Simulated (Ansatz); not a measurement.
# Bi: pressure and energy less free atoms against volume scale

Periodic Kohn-Sham DFT of a crystal at fixed atoms, scaled to volume_scale times the given cell; pressure positive in compression, energy less spherical unpolarised free atoms, largest_vzz the field gradient of largest size among the nuclei. The results are calculated, by Ansatz 0.2.0.

The cell before it is scaled or strained (space group R-3m, No. 166):
```
cell vectors (Å)
   2.2730     1.3123     3.9540
  -2.2730     1.3123     3.9540
   0.0000    -2.6246     3.9540
atoms (fractions of the cell vectors)
Bi  0.23389  0.23389  0.23389
Bi  0.76611  0.76611  0.76611
```

Settings of every row: method all-electron LAPW; functional PBEsol; relativity scalar; k mesh 10x10x10; filling fermi-dirac; smearing width 0.03 eV; basis error target 0.5 meV/atom; nucleus gaussian.

Atom start moment: 0 on all atoms.

Limits: no spin-orbit coupling on heavy atoms.

```
row  volume scale  V (Å³/atom)  pressure (GPa)  energy less free atoms (eV/atom)
  1          0.94        33.26           2.691                           -4.2671
  2          0.96       33.967           1.454                           -4.2762
  3          0.98       34.675           0.352                           -4.2801
  4          0.99       35.029          -0.154                           -4.2804
  5             1       35.383          -0.631                           -4.2795
  6          1.01       35.736          -1.082                           -4.2776
  7          1.02        36.09               ?                                 ?
  8          1.04       36.798           -2.29                           -4.2663
  9          1.06       37.506          -2.988                           -4.2546
```

Question: what pressure and energy less free atoms should row 7 give?

Worked fit of pressure. Take u = (V_r/V)^(2/3) − 1 with V_r = 35.206 Å³ an atom, which is twice the finite (Eulerian) strain; such expansions in the strain, on which the Birch-Murnaghan equation of state is built, carry the rest volume and the bulk modulus. The shown rows have u = 0.03864, 0.02417, 0.01018, 0.00337, -0.00334, -0.00991, -0.02905, -0.04131. Least squares give pressure = −0.3963 + 71.245 × u + 215.14 × u² + 225 × u³ GPa; a parabola predicts inner rows, each left out in turn, worse (root mean square 0.0034 against 0.00081 GPa). The rows lie off it by 0.000, -0.001, 0.000, 0.000, 0.001, -0.001, 0.000, 0.000. The pressure vanishes at u = 0.0055, or V = 34.92 Å³ an atom, and there the bulk modulus at fixed shape and fractions is B = −V dP/dV = (2/3)(1 + u) dP/du = 49.3 GPa. Letting shape and atoms relax would as a rule lower it, by much in layered, chain or molecular crystals. The withheld row has u = -0.0164, so the fit gives −0.3963 + 71.245 × (-0.0164) + 215.14 × (-0.0164)² + 225 × (-0.0164)³ = -1.508 GPa.

The calculation gave -1.508 GPa. The fit meets it to the printed digit.

Worked fit of energy less free atoms. Take u = (V_r/V)^(2/3) − 1 with V_r = 35.206 Å³ an atom, which is twice the finite (Eulerian) strain; such expansions in the strain, on which the Birch-Murnaghan equation of state is built, carry the rest volume and the bulk modulus. The shown rows have u = 0.03864, 0.02417, 0.01018, 0.00337, -0.00334, -0.00991, -0.02905, -0.04131. Least squares give energy less free atoms = −4.28006 − 0.13 × u + 11.914 × u² + 3.4 × u³ eV/atom; a parabola predicts inner rows, each left out in turn, worse (root mean square 6e-05 against 3.6e-05 eV/atom). All shown rows lie on it to the printed digit. Its lowest point lies at u = 0.0054, or V = 34.92 Å³ an atom, and the curvature there gives the bulk modulus at fixed shape and fractions, B = (4/9)(1 + u)² E″(u)/V = 49.3 GPa. Letting shape and atoms relax would as a rule lower it, by much in layered, chain or molecular crystals. The withheld row has u = -0.0164, so the fit gives −4.28006 − 0.13 × (-0.0164) + 11.914 × (-0.0164)² + 3.4 × (-0.0164)³ = -4.2747 eV/atom.

The calculation gave -4.2747 eV/atom. The fit meets it to the printed digit.
